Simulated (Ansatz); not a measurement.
## A series in volume scale on Pt₃PbC

Results calculated with Ansatz 0.2.0, not measured. Free energy against uniform scaling of the volume at fixed shape and fractions; periodic cell, basis, potentials, k mesh and filling as listed.

The cell before it is scaled or strained (space group Pm-3m, No. 221):
```
CELL_PARAMETERS angstrom
4.36250 0.00000 0.00000
0.00000 4.36250 0.00000
0.00000 0.00000 4.36250
ATOMIC_POSITIONS crystal
Pt 0.00000 0.50000 0.50000
Pt 0.50000 0.50000 0.00000
Pt 0.50000 0.00000 0.50000
Pb 0.00000 0.00000 0.00000
C 0.50000 0.50000 0.50000
```

Settings of every row: functional PBE; dispersion none; potentials PAW; wave cutoff 550 eV; density cutoff 2200 eV; k mesh 5x5x5; k shift 0x0x0; occupations fermi dirac; smearing width 0.1 eV; spin none.

Limits: coarse k mesh, up to 40 meV an atom off; no spin-orbit coupling, which can matter with elements this heavy; the cell comes from a prototype or a list of computed structures and needn't be the stable phase.

```csv
row,volume scale,V (Å³/atom),pressure (GPa),energy above lowest point (meV/atom)
1,0.9406,15.619,?,?
2,0.9703,16.112,2.65,0.2
3,1,16.605,-2.36,0
4,1.0297,17.098,-6.53,13.9
5,1.0594,17.591,-10,39.5
```

Question: what pressure and energy above lowest point should row 1 give?

Worked fit of pressure. Take u = (V_r/V)^(2/3) − 1 with V_r = 16.852 Å³ an atom, which is twice the finite (Eulerian) strain; such expansions in the strain, on which the Birch-Murnaghan equation of state is built, carry the rest volume and the bulk modulus. The shown rows have u = 0.03039, 0.00989, -0.00961, -0.02821. Least squares give pressure = −4.546 + 214.19 × u + 741.3 × u² GPa; a straight line predicts inner rows, each left out in turn, worse (root mean square 0.4 against 0.012 GPa). The rows lie off it by 0.00, 0.00, 0.01, 0.00. The pressure vanishes at u = 0.0199, or V = 16.36 Å³ an atom, and there the bulk modulus at fixed shape and fractions is B = −V dP/dV = (2/3)(1 + u) dP/du = 166 GPa. The withheld row has u = 0.05196, so the fit gives −4.546 + 214.19 × (0.05196) + 741.3 × (0.05196)² = 8.58 GPa.

The calculation gave 8.68 GPa. The fit lies 0.10 GPa (1.2 % of the value, 0.54 % of the column's range) below it; its largest miss of a shown row is 0.01 GPa. This row lies beyond the range of the fit.

Worked fit of energy above lowest point. Take u = (V_r/V)^(2/3) − 1 with V_r = 16.852 Å³ an atom, which is twice the finite (Eulerian) strain; such expansions in the strain, on which the Birch-Murnaghan equation of state is built, carry the rest volume and the bulk modulus. The shown rows have u = 0.03039, 0.00989, -0.00961, -0.02821. Least squares give energy above lowest point = 5.36 − 710.2 × u + 17759 × u² meV/atom; a straight line predicts inner rows, each left out in turn, worse (root mean square 9.7 against 0.16 meV/atom). The rows lie off it by 0.0, -0.1, 0.1, 0.0. The withheld row has u = 0.05196, so the fit gives 5.36 − 710.2 × (0.05196) + 17759 × (0.05196)² = 16.4 meV/atom.

The calculation gave 17.4 meV/atom. The fit lies 1.0 meV/atom (5.7 % of the value, 2.5 % of the column's range) below it; its largest miss of a shown row is 0.1 meV/atom. This row lies beyond the range of the fit.
